Stretch a crystal of aluminium nitride evenly in all directions, and each cubic ångström holds fewer electrons to respond to an electric field. Does its electronic dielectric constant therefore fall? The table follows bulk wurtzite AlN from strong compression to strong stretching, with two volumes left open for a prediction.

Ansatz 0.2.0, DFT with the r2SCAN functional for wurtzite AlN: PAW potentials, plane-wave cutoff 500 eV, 9×9×4 k mesh, no spin polarisation. The r2SCAN cell is strained equally in all directions, with the atomic positions relaxed at each volume; the dielectric constants are then calculated with the ions clamped.

```
volume (Å³/atom)     c/a  shortest distance (Å)  electronic dielectric xx  electronic dielectric zz
           9.204  1.6025                  1.811                     3.971                     4.185
           9.495  1.6025                  1.831                     4.007                     4.215
           9.792  1.6025                  1.850                     4.047                     4.249
          10.094  1.6025                  1.869                     4.090                     4.287
          10.403  1.6025                  1.888                     4.137                     4.328
          10.719  1.6025                  1.907                         ?                         ?
          11.040  1.6026                  1.926                         ?                         ?
          11.368  1.6025                  1.946                     4.304                     4.481
          11.702  1.6025                  1.965                     4.370                     4.542
```

The column electronic dielectric xx describes a field across the hexagonal axis, where yy is the same by symmetry, and zz a field along the axis. The nuclei stay fixed while the electrons shift. The square root of such a constant is therefore the refractive index for light too fast for the nuclei to follow and far too low in energy to be absorbed. The permittivity that sets the capacitance of an AlN gate dielectric also contains the motion of the ions and is larger.

**The compressed cells, 9.204 to 10.094 Å³/atom.** Here xx rises from 3.971 to 4.090 as the crystal expands, against the expectation from dilution. The electrons must become easier to displace, and by more than their thinning takes away. Over the whole table, dilution alone would lower xx − 1 by 21%. Instead, the product of xx − 1 and the volume, a measure of the response per atom, grows by 44%.

A charge on a spring shows what can make electrons easier to displace. A soft spring has a low natural frequency and lets a steady force pull the charge far out; a stiff one does not. In a crystal, the energy needed to lift an electron from a filled to an empty state plays the part of that frequency. Longer bonds are expected to weaken the coupling between Al and N orbitals, which brings filled bonding and empty antibonding states closer together and softens the spring. The electrostatic difference between the Al and N sites should also shrink with distance and act in the same direction. The analogy is limited, because a crystal has many transitions of different strength and the spring has a single frequency.

In formulas, a field $F$ displaces a charge $e$ of mass $m$ on a spring of frequency $\omega_0$ by $eF/(m\omega_0^2)$. Multiplying by the charge and by the number of electrons per volume gives the polarisation. With four valence electrons per atom, the volume per atom $V$ and the mean transition energy $E=\hbar\omega_0$, the dielectric constant $\varepsilon$ (xx or zz) follows:

$$\varepsilon-1=\frac{4\pi\hbar^2e^2}{m}\,\frac{4}{V}\,\frac{1}{E^2}\approx\frac{5515\ \mathrm{eV^2\,Å^3}}{V\,E^2}$$

The prefactor is $16\pi$ times $e^2=14.40$ eV Å times $\hbar^2/m=7.620$ eV Å².

The first row looks like an exception, since its lowest empty state lies at a different point of the Brillouin zone than in the other known rows. The dielectric constant shows no kink there. A uniform field mixes filled and empty states of the same crystal momentum throughout the zone, so the place of the single lowest state matters little. A real crystal squeezed this hard would tend to change to the rocksalt structure; the calculation keeps it in wurtzite.

**Through the lowest-energy cell, 10.403 Å³/atom.** At this volume the formula turns xx into a mean energy of 13.00 eV. That is far above the lowest gap, because $E$ stands for all transitions together, and its absolute size depends on how many electrons are counted. Since $E$ is obtained from the dielectric constant itself, its fall needs support from elsewhere.

The band energies of the same calculations give that support. Between 9.495 and 11.368 Å³/atom, $E$ for xx falls by 12.8%. The average distance between the upper six filled and the lowest four empty bands shrinks by 15.4% at the zone centre and by 11.6% at a second point. The lowest direct gap falls by 29%, far too much to represent the whole response. Two points are a small sample and ignore how strongly each transition couples to the field, so they make the softening plausible but do not measure its full effect.

**The stretched cells, 11.368 and 11.702 Å³/atom.** The rise is steeper here, and the formula shows what that means for the mean energy. Each 1% of added length costs about 3% in electron density, while a loss in $E$ counts twice because $E$ is squared. The response therefore grows whenever $E$ falls by more than about 1.5% for each 1% of length. In AlN it falls by 2.1% in the first step of the table and by 2.4% in the last, since a nearly constant loss in eV is taken from an ever smaller energy.

**The open rows, 10.719 and 11.040 Å³/atom.** These cells are 1% and 2% longer in each direction than the lowest-energy one. Both should continue the smooth rise and lie between their known neighbours, slightly below the straight line that joins them, with zz above xx. For the values, $E$ was described by a second-degree polynomial in the percentage change of length. It was fitted by least squares to the seven known rows, separately for xx and zz.

For xx at 10.719 Å³/atom, which took no part in the fit, the polynomial gives

$$E=13.00-0.2969+0.0009=12.704\ \mathrm{eV},$$

$$\varepsilon=1+\frac{5515}{10.719\times12.704^2}=4.188.$$

The same steps give 4.244 for xx at 11.040 Å³/atom, and 4.375 and 4.425 for zz in the two cells.

Each forecast carries a range of ±0.003, which is a judgement. The calculation states an error of 0.011 to 0.014 for each row, yet the known rows follow the smooth curve much more closely, so most of that error is probably common to them all. The range says how close the forecast should come to this calculation, not to a real crystal. The r2SCAN functional makes the gap of AlN too small, which by itself would make the electrons too easy to displace; the table does not show how much of this other errors offset.

The withheld rows as computed:

```
volume (Å³/atom)     c/a  shortest distance (Å)  electronic dielectric xx  electronic dielectric zz
          10.719  1.6025                  1.907                     4.188                     4.374
          11.040  1.6026                  1.926                     4.243                     4.425
```

All four values fall within their ranges. The forecasts for xx at 11.040 and for zz at 10.719 Å³/atom are 0.001 too high, and the other two agree to the printed digits. Misses this small are no larger than the last digit of the table and call for no physical cause.

The bend is there as well. A straight line between the known neighbours would have given 4.192 and 4.247 for xx, too high by 0.004 in both cells. The success shows that the mean energy changes smoothly across the open stretch. It is a weaker test of the spring picture, because any smooth curve with the right bend would have done nearly as well; the growing response per atom shows that the electrons become easier to displace, and the shrinking band distances support the softer spring as the reason.
